**Student.** The two-temperature model of a laser-heated or current-heated metal says $C_e\,dT_e/dt=-G(T_e-T_l)$. My notes give $G$ through $\lambda\langle\omega^2\rangle$, a quantity from superconductivity, and then say the loss goes as $T^5$ in the cold. I see neither the connection nor where the factors come from.

**Lecturer.** Both are limits of one formula, published by Allen in 1987. There are four premises. (i) The metal is normal, and electrons in Bloch states $k$ (wave vector and band), with energy $\xi_k$ counted from the chemical potential, couple linearly to harmonic phonons:

$$H_{ep}=\sum_{kk'\nu\sigma} g^{\nu}_{k'k}\,c^\dagger_{k'\sigma}c_{k\sigma}\left(b_{q\nu}+b^\dagger_{-q\nu}\right),$$

with $q=k'-k$ reduced to the first zone, $\nu$ the phonon branch and $g$ an energy. One-phonon processes suffice, which is Migdal's approximation and needs phonon energies far below the Fermi energy. (ii) The electrons follow a Fermi function $f$ at $T_e$. (iii) The phonons follow a Bose function $n(\Omega,T_l)=1/(e^{\hbar\Omega/k_BT_l}-1)$. (iv) The density of states and the coupling are constant within a few $k_BT_e$ and a few $\hbar\Omega$ of the Fermi level. Frequencies are angular, $V$ is the volume, $E_e$ the electronic energy per volume, $N_s$ the density of states per volume for one spin, and $N=2N_s$.

**Student.** Do we follow the electrons or the phonons?

**Lecturer.** The phonons, because then every process is counted once without thought. A quantum enters mode $q\nu$ when an electron drops from $k'$ to $k$, and leaves it when an electron rises from $k$ to $k'$. The two amplitudes are complex conjugates. The golden rule gives

$$\dot n_{q\nu}=\frac{2\pi}{\hbar}\,2\sum_k|g^\nu_{k'k}|^2\left[f_{k'}(1-f_k)(n_{q\nu}+1)-f_k(1-f_{k'})\,n_{q\nu}\right]\delta(\xi_{k'}-\xi_k-\hbar\omega_{q\nu}),\tag{1}$$

where the 2 counts spin, which the phonon does not flip. Each event conserves energy, so $V\,dE_e/dt=-\sum_{q\nu}\hbar\omega_{q\nu}\dot n_{q\nu}$. Write $f=f(\varepsilon)$ for the lower state and $f_+=f(\varepsilon+\hbar\Omega)$ for the upper one. In the terms proportional to $n$ the products $ff_+$ cancel, and the bracket becomes

$$f_+(1-f)-n(\Omega,T_l)\,(f-f_+).\tag{2}$$

That holds for any $f$. Now use premise (ii). With $x=\varepsilon/k_BT_e$, $y=\hbar\Omega/k_BT_e$ and $\Delta=(e^{x}+1)(e^{x+y}+1)$, one has $f_+(1-f)=e^x/\Delta$ and $f-f_+=e^x(e^y-1)/\Delta$. Their ratio is $1/(e^y-1)$, so the bracket is

$$\left[n(\Omega,T_e)-n(\Omega,T_l)\right](f-f_+).\tag{3}$$

**Student.** A Bose function at the electron temperature? The electrons are fermions.

**Lecturer.** What emits the phonon is an electron–hole pair of energy $\hbar\Omega$, and $n(\Omega,T_e)$ is the occupation at which the mode would be in balance with those pairs. Notice that (3) vanishes mode by mode at $T_e=T_l$, as detailed balance demands. Next sort the sum by energies. Insert $1=\int d\varepsilon\,\delta(\varepsilon-\xi_k)$, the same with $\varepsilon'$ for $k'$, and $1=\int d\Omega\,\delta(\Omega-\omega_{q\nu})$, and define

$$\alpha^2F(\varepsilon,\varepsilon',\Omega)=\frac{1}{\hbar N_sV}\sum_{kk'\nu}|g^\nu_{k'k}|^2\,\delta(\varepsilon-\xi_k)\,\delta(\varepsilon'-\xi_{k'})\,\delta(\Omega-\omega_{q\nu}),\tag{4}$$

with no spin sum. It is dimensionless. The energy delta of (1) sets $\varepsilon'=\varepsilon+\hbar\Omega$, and

$$\frac{dE_e}{dt}=-4\pi N_s\int_0^\infty d\Omega\,\hbar\Omega\left[n(\Omega,T_e)-n(\Omega,T_l)\right]\int d\varepsilon\;\alpha^2F(\varepsilon,\varepsilon+\hbar\Omega,\Omega)\,(f-f_+).$$

The $1/\hbar$ of the golden rule has cancelled the $\hbar$ in (4). The factor $f-f_+$ confines $\varepsilon$ to a window at the Fermi level, so premise (iv) lets us replace the coupling by $\alpha^2F(\Omega)\equiv\alpha^2F(0,0,\Omega)$. The remaining integral is exact. Since $f-f_+=\int_0^{\hbar\Omega}[-f'(\varepsilon+u)]\,du$, with $f'$ the derivative, and $-f'$ has unit area, $\int(f-f_+)\,d\varepsilon=\hbar\Omega$ at every temperature. With $4\pi N_s=2\pi N$,

$$\boxed{\frac{dE_e}{dt}=2\pi N\int_0^\infty d\Omega\;\alpha^2F(\Omega)\,(\hbar\Omega)^2\left[n(\Omega,T_l)-n(\Omega,T_e)\right]}\tag{5}$$

One $\hbar\Omega$ is the energy per event and the other is the number of pairs available. The rate is negative when $T_e>T_l$.

**Student.** You could have normalised (4) with $N$ in place of $N_s$ and moved a factor of two. How do I know this is the function that superconductivity people tabulate?

**Lecturer.** Test it on the mass enhancement. An electron at the Fermi surface scatters into states of its own spin. Its second-order self-energy at $T=0$, averaged over the Fermi surface, which is a division by $N_sV$, is

$$\Sigma_{ep}(\varepsilon)=\int d\Omega\,\hbar\,\alpha^2F(\Omega)\left[\int_0^\infty\frac{d\xi}{\varepsilon-\xi-\hbar\Omega}+\int_{-\infty}^0\frac{d\xi}{\varepsilon-\xi+\hbar\Omega}\right].$$

Differentiate at $\varepsilon=0$. Each term gives $-\int_0^\infty d\xi/(\xi+\hbar\Omega)^2=-1/\hbar\Omega$. Hence $-\partial\Sigma_{ep}/\partial\varepsilon=2\int\alpha^2F\,d\Omega/\Omega=\lambda$ and $m^*/m=1+\lambda$. That is the Eliashberg convention, so (4) is the right function and the $N$ in (5) holds both spins. Its moments are defined by

$$\lambda\langle\omega^p\rangle=2\int_0^\infty d\Omega\;\alpha^2F(\Omega)\,\Omega^{p-1}.$$

**Student.** Then the high-temperature limit.

**Lecturer.** Expand $1/(e^z-1)=1/z-\tfrac12+z/12+O(z^3)$ with $z=\hbar\Omega/k_BT$, a series that converges for $z<2\pi$. The $-\tfrac12$ cancels in the difference, and $1/T_e-1/T_l=-(T_e-T_l)/T_eT_l$, so

$$n(\Omega,T_e)-n(\Omega,T_l)=\frac{k_B(T_e-T_l)}{\hbar\Omega}\left[1-\frac{(\hbar\Omega)^2}{12k_B^2T_eT_l}+\dots\right].$$

Put this in (5). The first term leaves $\int\alpha^2F\,\Omega\,d\Omega=\lambda\langle\omega^2\rangle/2$ and the second $\lambda\langle\omega^4\rangle/2$:

$$\frac{dE_e}{dt}=-G\,(T_e-T_l)\left[1-\frac{\hbar^2\langle\omega^4\rangle}{12\,k_B^2T_eT_l\langle\omega^2\rangle}+\dots\right],\qquad G=\pi\hbar k_BN\lambda\langle\omega^2\rangle.\tag{6}$$

The Sommerfeld heat capacity is $C_e=\gamma T_e$ with $\gamma=\pi^2k_B^2N/3$. Eliminating $N=3\gamma/\pi^2k_B^2$,

$$G=\frac{3\hbar\gamma\,\lambda\langle\omega^2\rangle}{\pi k_B},\qquad \frac{dT_e}{dt}=-\frac{3\hbar\lambda\langle\omega^2\rangle}{\pi k_BT_e}\,(T_e-T_l).\tag{7}$$

The cooling rate no longer contains the density of states, which is why a decay of $T_e$ gives access to $\lambda\langle\omega^2\rangle$. That quantity is quoted in meV², meaning $\hbar^2\lambda\langle\omega^2\rangle$. The decay is not exponential. At fixed $T_l$, write $T_e/(T_e-T_l)=1+T_l/(T_e-T_l)$ and integrate from $T_0$:

$$T_0-T_e+T_l\ln\frac{T_0-T_l}{T_e-T_l}=\frac{G}{\gamma}\,t.\tag{8}$$

**Student.** So I take $\gamma$ from a low-temperature calorimetry table.

**Lecturer.** No. The tabulated coefficient is $\gamma(1+\lambda)$, and for niobium that would roughly double $G$. The $N$ in (5) is the band density of states without phonon dressing.

**Student.** That is an assertion. At low temperature the quasiparticles are dressed, so why not their density of states? And I have a worse complaint. At high temperature $\hbar/\tau=2\pi\lambda k_BT_l$. For $\lambda$ near one the levels are wider than $k_BT$, and your sharp delta functions mean nothing.

**Lecturer.** One argument answers both. Beyond the golden rule, $\delta(\varepsilon-\xi_k)$ in (4) becomes the spectral function

$$A(\xi,\varepsilon)=\frac1\pi\,\frac{\Gamma(\varepsilon)}{[\varepsilon-\xi-\mathrm{Re}\,\Sigma_{ep}(\varepsilon)]^2+\Gamma(\varepsilon)^2},\qquad\Gamma=\frac{\hbar}{2\tau},$$

and the occupations are functions of $\varepsilon$. Under premise (iv) the self-energy depends on $\varepsilon$ and not on $\xi$. Write the sum over $k$ as $N_sV\int d\xi$ times a Fermi-surface average. At fixed $\varepsilon$, $A$ is a normalised Lorentzian in $\xi$, so $\int A\,d\xi=1$ whatever the shift and the width. Neither $1+\lambda$ nor $\tau$ survives, and (5) stands with the band $N$. The price is that (iv) must hold over the width $\Gamma$ as well, and that $\Gamma$ must not blur the momentum constraint, a point that returns at low temperature. The dressing does enter the heat capacity. Far below the Debye temperature $\Theta$, $C_e=\gamma(1+\lambda)T_e$. Near and above $\Theta$ the enhancement has died away. The equilibrium second-order free energy, which I quote here and do not derive, keeps a term $-\tfrac12N\hbar^2\lambda\langle\omega^2\rangle\ln T$. Applying $C=-T\,\partial^2/\partial T^2$ to it gives $-N\hbar^2\lambda\langle\omega^2\rangle/2T$, a relative change of $-3\hbar^2\lambda\langle\omega^2\rangle/2\pi^2k_B^2T^2$ in $C_e$.

**Student.** Accepted. Now the cold limit. Why should $\alpha^2F$ be quadratic?

**Lecturer.** Only long acoustic waves are excited. Take a clean crystal, a spherical Fermi surface with velocity $v_F$, and a longitudinal branch $\omega=sq$ in a medium of mass density $\rho$. The displacement operator of a mode has amplitude $(\hbar/2\rho V\omega)^{1/2}$, the dilation is $q$ times that, and a deformation potential $D$ turns dilation into energy:

$$|g_q|^2=\frac{D^2q^2\hbar}{2\rho V\omega}=\frac{D^2\hbar q}{2\rho Vs}.$$

For the double delta, $\xi_{k+q}-\xi_k=\hbar v_Fq\mu+\hbar^2q^2/2m$ on the Fermi surface, with $\mu$ the cosine between $k$ and $q$. Then

$$\sum_k\delta(\xi_k)\,\delta(\xi_{k+q})=N_sV\int_{-1}^{1}\frac{d\mu}{2}\,\delta\!\left(\hbar v_Fq\mu+\frac{\hbar^2q^2}{2m}\right)=\frac{N_sV}{2\hbar v_Fq},\qquad q<2k_F .$$

Dropping $\hbar\Omega$ inside that delta moves $\mu$ by $s/v_F\ll1$ and leaves the value unchanged. Insert both in (4) with $\sum_q=V\int q^2dq/2\pi^2$ and $\int q^2\,\delta(\Omega-sq)\,dq=\Omega^2/s^3$:

$$\alpha^2F=\frac1\hbar\,\frac{1}{2\pi^2}\int q^2dq\;\frac{D^2\hbar q}{2\rho s}\,\frac{1}{2\hbar v_Fq}\,\delta(\Omega-sq)=b\,\Omega^2,\qquad b=\frac{D^2}{8\pi^2\hbar\rho v_Fs^4}.\tag{9}$$

The $q$ of the coupling cancels the $1/q$ of the phase space, and the phonon density of states supplies $\Omega^2$. On a real Fermi surface shear waves couple too. The power counting is the same branch by branch and direction by direction, so the exponent stays and $b$ becomes a weighted sum over $s^{-4}$.

Now put $b\Omega^2$ in (5). When the Bose factors cut the integrand off inside the quadratic region, the upper limit may stay infinite. Substituting $z=\hbar\Omega/k_BT$ in each term,

$$\int_0^\infty b\,\hbar^2\Omega^4\,n(\Omega,T)\,d\Omega=b\,\frac{(k_BT)^5}{\hbar^3}\int_0^\infty\frac{z^4dz}{e^z-1}.$$

Expand $1/(e^z-1)=\sum_{j\ge1}e^{-jz}$ and use $\int_0^\infty z^4e^{-jz}dz=4!/j^5$. The integral is $24\,\zeta(5)=24.89$. Therefore

$$\boxed{\frac{dE_e}{dt}=-\Sigma\left(T_e^5-T_l^5\right),\qquad\Sigma=\frac{48\pi\zeta(5)\,N\,b\,k_B^5}{\hbar^3}}\tag{10}$$

This $\Sigma$ is a material coefficient in W m⁻³ K⁻⁵, not the self-energy. For the model (9) it equals $6\zeta(5)D^2Nk_B^5/\pi\hbar^4\rho v_Fs^4$. The five powers are two from the phonon density of states, one from its $d\Omega$, and two from $(\hbar\Omega)^2$. For a small difference around $T$, $G(T)=5\Sigma T^4$, and at fixed $T_l$ the electron temperature relaxes in $\tau_E=\gamma(1+\lambda)/5\Sigma T^3$.

**Student.** People report $T^4$ and $T^6$ in films. Is (10) wrong there?

**Lecturer.** Equation (9) is. If $\alpha^2F=b_p\Omega^p$, the same steps give $2\pi Nb_p\,\Gamma(p+3)\zeta(p+3)\,k_B^{p+3}(T_e^{p+3}-T_l^{p+3})/\hbar^{p+1}$, with $\Gamma(\cdot)$ here the gamma function, so those laws are $p=1$ and $p=3$. The $1/q$ above came from a sharp constraint of energy width $\hbar v_Fq$. Impurity broadening $\hbar v_F/\ell$, with $\ell$ the mean free path, destroys it unless $q\ell\gg1$ at the thermal wave number $q_T=k_BT/\hbar s$. A freely suspended film thinner than $1/q_T$ also changes the phonon density of states.

**Student.** Numbers for niobium, please.

**Lecturer.** The given input is $\hbar^2\lambda\langle\omega^2\rangle\approx320$ meV². I add approximate values: bcc lattice constant 3.30 Å, band density of states 1.5 states per eV per atom for both spins, and $\Theta\approx275$ K. Two atoms per cubic cell give $n_a=5.57\times10^{28}$ m⁻³. Then $\gamma=327$ J m⁻³ K⁻², or 3.5 mJ mol⁻¹ K⁻², and (6) gives $G\approx1.8\times10^{18}$ W m⁻³ K⁻¹, no better known than $N$. The ratio $G/\gamma$ follows from (7) without $N$ and is 5.4 K/fs. Take $T_e=600$ K, so $k_BT_e=51.7$ meV, and $T_l=300$ K. The rate in (7) is 9.0 ps⁻¹, its inverse 0.11 ps, and (8) says the excess temperature halves, from 600 K to 450 K, in 66 fs.

To size the corrections we need a shape. Take $\alpha^2F=b\Omega^2$ up to $\hbar\Omega_c=k_B\Theta=23.7$ meV and zero above. Its moments are $\lambda=b\Omega_c^2$, $\lambda\langle\omega^2\rangle=b\Omega_c^4/2$ and $\lambda\langle\omega^4\rangle=b\Omega_c^6/3$. Fixing the second to the input gives $b/\hbar^2=2.03\times10^{-3}$ meV⁻² and $\lambda=1.14$, both properties of the model, with a guard digit. The correction in (6) becomes $\Theta^2/18T_eT_l=2.3\%$. The full integral (5) gives 0.977 of $G(T_e-T_l)$, a loss of about $5\times10^{20}$ W m⁻³. The linear law is that good with $T_l$ barely above $\Theta$ because the $-\tfrac12$ cancelled.

**Student.** Then I should quote 0.977.

**Lecturer.** You should not, because neglected terms are as large or larger. The heat-capacity residue is $-1.8\%$ at 600 K. For premise (iv), let the coupling-weighted density of states have relative curvature $1/W^2$. The weight $-f'$ has variance $\pi^2k_B^2T_e^2/3$, so the average shifts by half of that over $W^2$, that is $(\pi^2/6)(k_BT_e/W)^2$, which is 1.8% for an illustrative $d$-band scale $W=0.5$ eV. The lifetime width is worse. Here $\hbar/\tau=2\pi\lambda k_BT_l=0.19$ eV, so $\Gamma=0.09$ eV, and Lorentzian smearing can change $N$ by a fraction of order $\Gamma/W\approx0.2$. The lattice also warms. With $C_l\approx3n_ak_B$ the ratio $C_e/C_l$ is 0.085 at 600 K, and since $C_l\,dT_l/dt=G(T_e-T_l)$, the difference closes faster by the factor $1+C_e/C_l$. The second figure of each result is therefore soft.

**Student.** And a tenth of a picosecond is hardly long enough for premise (ii).

**Lecturer.** That is the weakest point. Electron–electron thermalisation after an optical pulse typically takes tens to hundreds of femtoseconds. Go back to (2), which needs no Fermi function. Let $f$ depend on energy only, fall from 1 to 0 and be smooth on the scale $\hbar\Omega$. Then $\int(f-f_+)\,d\varepsilon=\hbar\Omega$ still holds. To first order $\int f_+(1-f)\,d\varepsilon=\int f(1-f)\,d\varepsilon-\hbar\Omega/2$, because $\int f'(1-f)\,d\varepsilon=[f-f^2/2]$ taken from $f=1$ to $f=0$ is $-\tfrac12$. With $n\hbar\Omega\approx k_BT_l-\hbar\Omega/2$ the integrated bracket is $\int f(1-f)\,d\varepsilon-k_BT_l$. So (6) survives with $k_BT_e$ replaced by $\int f(1-f)\,d\varepsilon$, which is $k_BT_e$ for a Fermi function. What fails is (7), since the stored energy is no longer $\gamma T_e^2/2$. Premise (iii) has a like weakness. By (1) the strongly coupled modes heat first and their factor (3) shrinks, so the transfer slows until anharmonic decay shares the energy out.

**Student.** And the cold side for niobium?

**Lecturer.** Dividing (10) by (6) with the model moments gives $\Sigma=96\,\zeta(5)\,G/\Theta^4\approx3\times10^{10}$ W m⁻³ K⁻⁵. Treat this as an order of magnitude. The moment $\lambda\langle\omega^2\rangle$ weights the top of the spectrum, $b$ describes its foot, and only the assumed parabola links them. Niobium is superconducting below about 9.2 K, where the gap suppresses the pair phase space, so stay above that or in a field that restores the normal state. For $T_e=15$ K and $T_l=10$ K, (10) gives about $2\times10^{16}$ W m⁻³, and the cutoff at $\Omega_c$ alters that by less than $10^{-4}$. Within the model the cutoff removes 2.8% of the $T^5$ term at $T=\Theta/10$, though a real spectrum leaves the parabola sooner. Near 10 K, $\tau_E\approx5$ ps. But there $C_e\approx7\times10^3$ J m⁻³ K⁻¹, while the Debye lattice has $C_l=(12\pi^4/5)\,n_ak_B(T/\Theta)^3\approx9\times10^3$ J m⁻³ K⁻¹. In an isolated sample the time shortens by $C_l/(C_e+C_l)\approx0.6$, and $T_l$ is fixed only if phonons escape to a substrate quickly. With a typical longitudinal $s\approx5$ km/s, $1/q_T$ is about 4 nm at 10 K, and $\ell$ must be well above that.

**Student.** Let me state the range. Equation (5) needs a normal metal, one-phonon coupling with phonon energies far below the Fermi energy, thermal electrons and phonons, and a band density of states and coupling that are flat over $k_BT_e$, $\hbar\Omega$ and $\Gamma$. Equations (6) and (7) add $k_BT_{e},k_BT_l>\hbar\Omega_{\max}/2\pi$ for convergence and $12k_B^2T_eT_l\gg\hbar^2\langle\omega^4\rangle/\langle\omega^2\rangle$ for accuracy, with the undressed $\gamma$.

**Lecturer.** And (10) adds both temperatures below roughly $\Theta/10$, three-dimensional acoustic phonons with linear dispersion, $q_T\ell\gg1$, and $q_T\ll2k_F$ on every Fermi sheet that contributes, which small pockets violate first. At the other end, once $k_BT_e$ is no longer small against the structure in the $d$ band, the energy dependence in (4) must be kept, and $G$ becomes a function of $T_e$.